# The dissociation field effect, and what a field jump sees in pure water

A field jump is a gentle way to disturb an ionic equilibrium. We put some tens of kV/cm across a weak electrolyte, the ion concentration drifts to a new value, and we follow the conductance. Today I derive the size of that shift. The result is Onsager's, from 1934:

$$\frac{K(E)}{K(0)}=1+b+O(b^2),\qquad b=\frac{e^3|E|}{8\pi\varepsilon_0\varepsilon_r k^2T^2}=9.70\,\frac{|E|/(\mathrm{V\,cm^{-1}})}{\varepsilon_r\,(T/\mathrm{K})^2}.$$

## Premises

1. A neutral species B, of number density $n_B$, dissociates into ions of charge $+e$ and $-e$, with densities $n_+$ and $n_-$.
2. The solvent is a continuum of permittivity $\varepsilon_0\varepsilon_r$, unchanged by the field. $E$ is the uniform macroscopic field inside it, and $z$ points along it.
3. The ions diffuse with constant coefficients $D_\pm$, and a force $\mathbf F$ gives the drift velocity $D_\pm\mathbf F/kT$ (Einstein relation).
4. The solution is so dilute that a pair feels the bare Coulomb attraction.
5. The pair distribution is steady on the time scale of the concentration change.
6. At contact the pair is in local equilibrium with B. For now contact is at zero separation. I lift this later.

$K(E)$ means the ratio $n_+n_-/n_B$ at which dissociation and recombination balance, $K=k_d/k_r$.

## The pair equation

Let $\mathbf r=\mathbf r_+-\mathbf r_-$, and let $f(\mathbf r)$ be the density of pairs. The force on the cation is $\mathbf F=-\nabla U$ with

$$U=-\frac{e^2}{4\pi\varepsilon_0\varepsilon_r r}-e|E|z .$$

The force on the anion is $-\mathbf F$, for the Coulomb part and, because the charges are equal and opposite, for the field part too. The relative drift is therefore $(D_++D_-)\mathbf F/kT$, and the independent random walks add to $D=D_++D_-$. The flux in $\mathbf r$ is $\mathbf j=-D(\nabla f+f\nabla U/kT)$, and only the sum $D$ appears.

Measure lengths in units of the Bjerrum length $\ell=e^2/(4\pi\varepsilon_0\varepsilon_rkT)$, and put $\mu=\cos\theta=z/r$. Then

$$u=\frac{U}{kT}=-\frac1r-2b\,r\mu,\qquad b=\frac{e|E|\ell}{2kT},$$

and inserting $\ell$ gives the $b$ above. With $g=fe^{u}$ one has $\nabla f+f\nabla u=e^{-u}\nabla g$, so the steady state obeys

$$\nabla\cdot(\nabla f+f\nabla u)=\nabla\cdot(e^{-u}\nabla g)=0 .$$

There are two boundary conditions. Far away the ions are uncorrelated, $f\to n_+n_-$. At zero field and equilibrium $f=n_+n_-e^{-u}$ everywhere, so $g=n_+n_-=K(0)\,n_B$. Premise 6 keeps this link at contact: $g\to K(0)\,n_B$ as $r\to0$. The equation is linear, so we split

$$f=n_+n_-\,f_r+K(0)\,n_B\,f_d .$$

Here $f_r\to1$ at infinity with $g_r\to0$ at contact, and $f_d\to0$ at infinity with $g_d\to1$ at contact. Let $J_r$ be the inward dimensionless flux of $f_r$ through a closed surface round the origin, and $J_d$ the outward flux of $f_d$. The net rate of dissociation per volume is $D\ell\,[K(0)n_BJ_d-n_+n_-J_r]$. Hence

$$k_r=D\ell J_r,\qquad k_d=D\ell K(0)J_d,\qquad \frac{K(E)}{K(0)}=\frac{J_d}{J_r}.$$

**Question.** *Could the field change the link between B and the contact pair at first order?*

No. That link is a local equilibrium between states of finite size in an isotropic liquid. Its free energy is analytic in the vector $\mathbf E$ and cannot depend on its direction, so the change starts at $E^2$.

## Recombination

Away from the origin both terms of $u$ are harmonic, $\nabla^2u=0$. The equation becomes $\nabla^2f+\nabla u\cdot\nabla f=0$, and $f_r=1$ solves it exactly. It meets the far condition. At contact $g_r=e^{u}\to0$ like $e^{-1/r}$, so it meets that one too. The inward flux through a sphere is

$$J_r=\oint\partial_ru\,dS=2\pi r^2\int_{-1}^{1}\left(\frac1{r^2}-2b\mu\right)d\mu=4\pi .$$

The field term integrates to zero: a uniform drift carries as much out of a closed surface as into it. So $k_r=k_L\equiv4\pi D\ell$, Langevin's rate, at any field. For a point contact recombination is unchanged.

## Dissociation to first order

Write $g_d=1-\varphi$. Expanding $\nabla\cdot(e^{-u}\nabla\varphi)=0$ with $\nabla u=\hat{\mathbf r}/r^2-2b\hat{\mathbf z}$ gives

$$L_0\varphi+2b\,\partial_z\varphi=0,\qquad L_0=\nabla^2-\frac1{r^2}\partial_r,$$

with $\varphi\to0$ at contact, and $J_d=\oint e^{-u}\partial_r\varphi\,dS$. This is the backward equation of the diffusion, and $\varphi$ is the probability that a pair started at $\mathbf r$ escapes.

*Zero field.* A spherical solution has $r^2e^{1/r}\varphi'$ constant, so $\varphi$ is a combination of $1$ and $e^{-1/r}$. The conditions $\varphi(0)=0$ and $\varphi(\infty)=1$ give $\varphi_0=e^{-1/r}$. Then $J_d=4\pi r^2e^{1/r}e^{-1/r}/r^2=4\pi=J_r$, as detailed balance demands.

*Inner region,* $r\ll1/b$. Put $\varphi=\varphi_0+b\varphi_1$. Since $\partial_z\varphi_0=\mu e^{-1/r}/r^2$,

$$L_0\varphi_1=-2\mu\,e^{-1/r}/r^2 .$$

The angular part of $\nabla^2$ turns $\mu$ into $-2\mu/r^2$, and the radial part of $L_0$ annihilates $e^{-1/r}$. So $\mu e^{-1/r}$ is a particular solution. We add the homogeneous solutions that vanish at contact. The spherical one is $e^{-1/r}$. For the $\mu$ component the radial equation $y''+2y'/r-y'/r^2-2y/r^2=0$ has the solutions $r-\tfrac12$ and $(r+\tfrac12)e^{-1/r}$, as substitution shows, and only the second vanishes at $r=0$. Thus

$$\varphi_1=e^{-1/r}\left[\alpha+\mu+\beta\,(r+\tfrac12)\mu\right].$$

Components of higher angular order $l$ are unforced, and their solutions that vanish at contact grow as $r^l$. At large $r$ this $\varphi_1$ cannot go to zero for any $\alpha$ and $\beta$. The expansion is singular: for a tail $1/r$ the field term is of order $b/r^2$ and each diffusion term of order $1/r^3$, so they compete at $r\sim1/b$.

*Outer region,* $r\gg1$. The Coulomb drift $1/r^2$ is smaller than the diffusive scale $1/r$ by the factor $1/r$, and we drop it: $\nabla^2g+2b\,\partial_zg=0$. Setting $g=e^{-bz}w$ gives $\nabla^2w=b^2w$, whose decaying point-source solution is $e^{-br}/r$. So

$$g_d\simeq C\,\frac{e^{-br(1+\mu)}}{r}=C\left[\frac1r-b(1+\mu)+O(b^2r)\right].$$

The density $f_d=g_de^{-u}\simeq Ce^{-br(1-\mu)}/r$ vanishes at infinity, as required. It is a plume of escaping pairs along $+z$.

*Matching* in $1\ll r\ll1/b$. The inner solution there is $g_d=1/r-b(\alpha+\mu)-b\beta\mu\,(r-\tfrac12)+\dots$ The $1/r$ term gives $C=1$. The outer form has no term $b\,r\mu$, so $\beta=0$, and the higher angular orders drop out likewise. The constant gives $\alpha=1$, and the $\mu$ term agrees by itself. Corrections to the outer solution carry the prefactor $b^2$ in the variable $br$, so they cannot supply a term $b\,r^0$. Therefore

$$\varphi=e^{-1/r}\left[1+b(1+\mu)\right].$$

*Flux.* To first order $e^{-u}=e^{1/r}(1+2br\mu)$ and $\partial_r\varphi=e^{-1/r}[1+b(1+\mu)]/r^2$, so

$$J_d=2\pi\int_{-1}^1\left[1+b+b\mu+2br\mu\right]d\mu=4\pi(1+b).$$

Dividing by $J_r=4\pi$ gives $K(E)/K(0)=1+b$, and all of it lies in $k_d$.

**Question.** *An isotropic liquid, and a term linear in the field?*

Linear in $|E|$, which is even under reversal but not analytic. Look at where it came from: $w$ obeys $\nabla^2w=b^2w$, and decay selects the root $e^{-|b|r}$. At zero field a pair at large distance $r$ comes back with probability $\ell/r$. The field removes the returns from beyond $\ell/b=2kT/e|E|$, which make up a fraction of order $b$. It follows that $K(E)$ is the ratio of two rate constants in a state that carries current. It is not a thermodynamic equilibrium constant.

## The exact solution and the remainder

Matching does not tell us whether the next term is $b^2$ or $b^2\ln b$. An exact solution does. Take the variables $A=1/r$ and $B=br(1+\mu)=b(r+z)$, and define

$$P_0=e^{-A-B}\sum_{n\ge0}\frac{(AB)^n}{n!^2},\qquad P_1=e^{-A-B}\sum_{n\ge0}\frac{A^{n+1}B^n}{n!\,(n+1)!}.$$

The sum in $P_0$ is the modified Bessel function $I_0(2\sqrt{AB})$. Differentiating term by term,

$$\partial_AP_0=-P_0+\tfrac BAP_1,\quad \partial_BP_0=P_1-P_0=-\partial_AP_1,\quad \partial_B(BP_1)=AP_0-BP_1 .$$

The claim is $g_d=\int_0^AP_0(s,B)\,ds$. Then $g_A=P_0$, and the middle identity with $P_1(0,B)=0$ gives $g_B=-P_1$. The geometry we need is $\nabla^2A=0$, $|\nabla A|^2=A^4$, $\nabla^2B=2bA$, $|\nabla B|^2=2bAB$, $\nabla A\cdot\nabla B=-A^3B$. With $-\nabla u=\nabla A+2b\hat{\mathbf z}$ and $b\mu=AB-b$ we also have $-\nabla u\cdot\nabla A=A^4-2A^3B+2bA^2$ and $-\nabla u\cdot\nabla B=2bAB-A^3B$. The chain rule turns $\nabla^2g-\nabla u\cdot\nabla g$ into

$$2bA\left[\partial_B(Bg_B)+Bg_B+Ag_A\right]+A^3\left[Ag_{AA}-2Bg_{AB}+(A-2B)g_A-Bg_B\right].$$

The first bracket is $-(AP_0-BP_1)-BP_1+AP_0=0$. The second is $(-AP_0+BP_1)+(2BP_0-2BP_1)+(A-2B)P_0+BP_1=0$. At contact $A\to\infty$ and $B\to0$, so $g_d\to\int_0^\infty e^{-s}ds=1$. Far away $AB\le2b$ stays bounded, so $g_d$ is $e^{-B}$ times a term of order $1/r$, and $f_d\to0$ as before.

The flux is the same through every sphere, so evaluate it as $r\to0$. We have $\partial_r\varphi=A^2P_0+b(1+\mu)P_1$. After multiplying by $r^2e^{-u}$ the first term tends to $I_0(2\sqrt{b(1+\mu)})$ and the second vanishes in proportion to $r$. Integrating the series over $\mu$, with $\int_{-1}^1(1+\mu)^nd\mu=2^{n+1}/(n+1)$,

$$\frac{K(E)}{K(0)}=\sum_{n\ge0}\frac{(2b)^n}{n!\,(n+1)!}=\frac{I_1(\sqrt{8b})}{\sqrt{2b}}=1+b+\frac{b^2}{3}+\frac{b^3}{18}+\dots$$

The linear term is confirmed, and for a point contact the remainder is $b^2/3$.

**Question.** *Is this the Poole–Frenkel effect of gate dielectrics?*

They meet at high field. With $s=\sqrt{8b}$ the function tends to $2e^{s}/(s\sqrt{2\pi s})$, and $s\,kT=\sqrt{e^3|E|/\pi\varepsilon_0\varepsilon_r}$ is the lowering of the Coulomb barrier along the field. For a carrier that hops away from a fixed charged trap in steps much shorter than $\ell$, the derivation holds with $D$ the carrier's coefficient. Take $\varepsilon_r\approx7$, typical of silicon nitride, at 298.15 K and 20 kV/cm. The model gives $\ell=8.0$ nm, $b=0.31$ and a factor 1.35, against 1.31 from the linear law. That illustrates the model and is not a leakage prediction for a film.

## Finite contact distance

**Question.** *In water $\ell$ is under a nanometre, and a proton jumps to hydroxide across a few hydrogen bonds. How can contact be a point?*

It cannot, so let us lift that premise. Put the contact at radius $a$, in units of $\ell$, with an isotropic reactivity $\kappa_s$. The outward flux density of $f_d$ there is $\kappa_se^{-u}(1-g_d)$, which means $\partial_r\varphi=\kappa_s\varphi$. The inward flux density of $f_r$ is $\kappa_sf_r$, which means $\partial_rg_r=\kappa_sg_r$. Both conditions are homogeneous, and $\kappa_s\to\infty$ is the absorbing sphere.

At zero field $\varphi$ and $g_r$ solve the same problem,

$$\varphi_0=g_{r0}=1-N\,(1-e^{-1/r}),\qquad J_d=J_r=4\pi N .$$

So $N=k_r(0)/k_L$. For the absorbing sphere $\varphi_0(a)=0$ gives $N=1/(1-e^{-1/a})$, which is Debye's rate.

At first order in $b$ the field enters the equation and the weight $e^{-u}$ only in proportion to $\mu$. Such terms carry no net flux. The spherical part of each first-order solution obeys the zero-field equation and contact condition, so it is a multiple of the zero-order solution, and matching fixes the multiple.

For dissociation the tail of $g_d$ is $N/r$, so $C=N$. The outer solution adds $bN(1+\mu)$ to $\varphi$, whose spherical part is $bN$. Since $\varphi_0\to1$, the spherical part of $\varphi$ is $(1+Nb)\varphi_0$.

For recombination $f_{r0}=e^{1/r}\varphi_0=1-(N-1)/r+\dots$ The outer equation for $f$ is $\nabla^2f-2b\,\partial_zf=0$, so $1-f_r\simeq(N-1)e^{-br(1-\mu)}/r$. This adds $b(N-1)(1-\mu)$ to $f_r$, and the spherical part is $[1+(N-1)b]f_{r0}$. Therefore

$$\frac{k_d(E)}{k_d(0)}=1+Nb,\qquad\frac{k_r(E)}{k_r(0)}=1+(N-1)b,\qquad\frac{K(E)}{K(0)}=1+b .$$

The linear shift of $K$ does not depend on the contact distance or the reactivity. The statement that recombination is unchanged needs $N=1$, which for an absorbing sphere holds up to $e^{-1/a}$. The coefficient $1/3$ of $b^2$ also belongs to the point contact. With a finite contact the second-order terms are set by $x^2$, where $x=2ba$ is the field energy across the contact distance in units of $kT$. Their coefficient depends on the contact model.

## From $K(E)$ to the relaxation signal

In pure water B is the solvent and its concentration is constant. With $c=[\mathrm{H^+}]=[\mathrm{OH^-}]$ and $K_w=k_d[\mathrm{H_2O}]/k_r$,

$$\frac{dc}{dt}=k_r(E)\left[K_w(E)-c^2\right].$$

The steady value is $c_E=\sqrt{K_w(E)}=c_0(1+b/2)$. At fixed mobilities the conductivity $\sigma=e^2nD/kT$, with $n=n_+=n_-$, follows $c$, so $\Delta\sigma/\sigma=b/2$. Linearising about $c_E$ gives an exponential with

$$\frac1{\tau(E)}=2k_r(E)\,c_E=\frac1{\tau_0}\left[1+\left(N-\tfrac12\right)b\right],\qquad\tau_0=\frac1{2k_r(0)c_0}.$$

The amplitude contains only $\varepsilon_r$, $T$ and $E$. The time constant delivers the rate constant. Eigen and De Maeyer studied the neutralisation rate in water by this kind of experiment in 1955.

## Range of validity

- **Upper field.** $b\ll1$, and for a finite contact $x^2\ll b$.
- **Lower field.** The outer region must fit inside the Debye length: $\ell/b\ll\lambda_D$, with $\lambda_D^{-2}=8\pi\ell n$. At lower fields screening cuts the tail off before the field does, and the cusp in $|E|$ is rounded off.
- **Ionic atmosphere.** At zero field $\gamma^2c^2$ is fixed, with $\ln\gamma^2=-\ell/\lambda_D$ in the Debye–Hückel limit. A strong field strips the atmosphere, which lowers the shift of $\ln c^2$ from $b$ to about $b-\ell/\lambda_D$. The accompanying change of mobility is at most of the same order.
- **Time.** The plume forms in $(\ell/b)^2/D$, which must be short against $\tau$.
- **Continuum.** Diffusion with the Einstein relation and the bulk $\varepsilon_r$ is needed outside the contact. The linear term is fixed at distances $\ell/b$, where proton hopping has averaged to diffusion.
- **Experiment.** Negligible heating and electrode depletion, and no other weak acid such as dissolved CO$_2$.

## Numbers for pure water

Take water of the purity used to rinse wafers, at 298.15 K, with a pulse of 20 kV/cm lasting 200 µs. Typical inputs are $\varepsilon_r\approx78.4$, $c_0\approx1.0\times10^{-7}$ M, $D_{\mathrm{H^+}}\approx9.31\times10^{-5}$ and $D_{\mathrm{OH^-}}\approx5.27\times10^{-5}$ cm² s⁻¹, so $D=1.458\times10^{-4}$ cm² s⁻¹.

Then $\ell=0.715$ nm, $b=0.0278$ and $\ell/b=25.7$ nm. The Langevin rate, $4\pi D\ell N_A$ in molar units, is $k_L=7.9\times10^{10}$ M⁻¹ s⁻¹, which would give $\tau_0=63$ µs. Recombination in water is typically faster than that, so I take $k_r(0)\approx1.4\times10^{11}$ M⁻¹ s⁻¹ as an input, chosen to reproduce the typical relaxation time. It gives $N=1.8$, an equivalent absorbing radius of 0.86 nm, and $\tau_0=36$ µs. That time restates the input and tests nothing.

| Quantity | Model value |
|---|---|
| rise of $K_w$, $b$ | 2.8 % |
| rise of $k_d$, $Nb$ | about 5 % |
| rise of $k_r$, $(N-1)b$ | about 2 % |
| rise of $1/\tau$, $(N-\frac12)b$ | about 4 % |
| rise of $\sigma$, $b/2$ | 1.4 % |

Now the neglected terms. The Debye length is 0.96 µm, far above $\ell/b$, and the two become equal only near 0.5 kV/cm. The atmosphere term $\ell/\lambda_D=7.4\times10^{-4}$ is 3 % of $b$. The plume forms in 45 ns. The model conductivity is 0.055 µS/cm, and with a heat capacity of about 4.2 J cm⁻³ K⁻¹ the pulse heats the water by 1 mK. At a typical 5 % per kelvin this changes $\sigma$ by 0.005 %. The proton drifts 0.14 mm, so the electrode gap should be several millimetres.

**Question.** *Which correction limits you?*

The second order. For a point contact $b^2/3=2.6\times10^{-4}$ would be harmless. With our radius $x=0.067$ and $x^2=0.0045$, which for a coefficient of one is 16 % of $b$. The second figure of the amplitude is uncertain to that extent. At 100 kV/cm $b=0.14$ and $x^2=0.11$, so the two rival each other and the linear law serves only as an estimate. At 20 kV/cm the model predicts a conductivity rise near 1.4 %, with dissociation speeded up by about 5 % and recombination by about 2 %.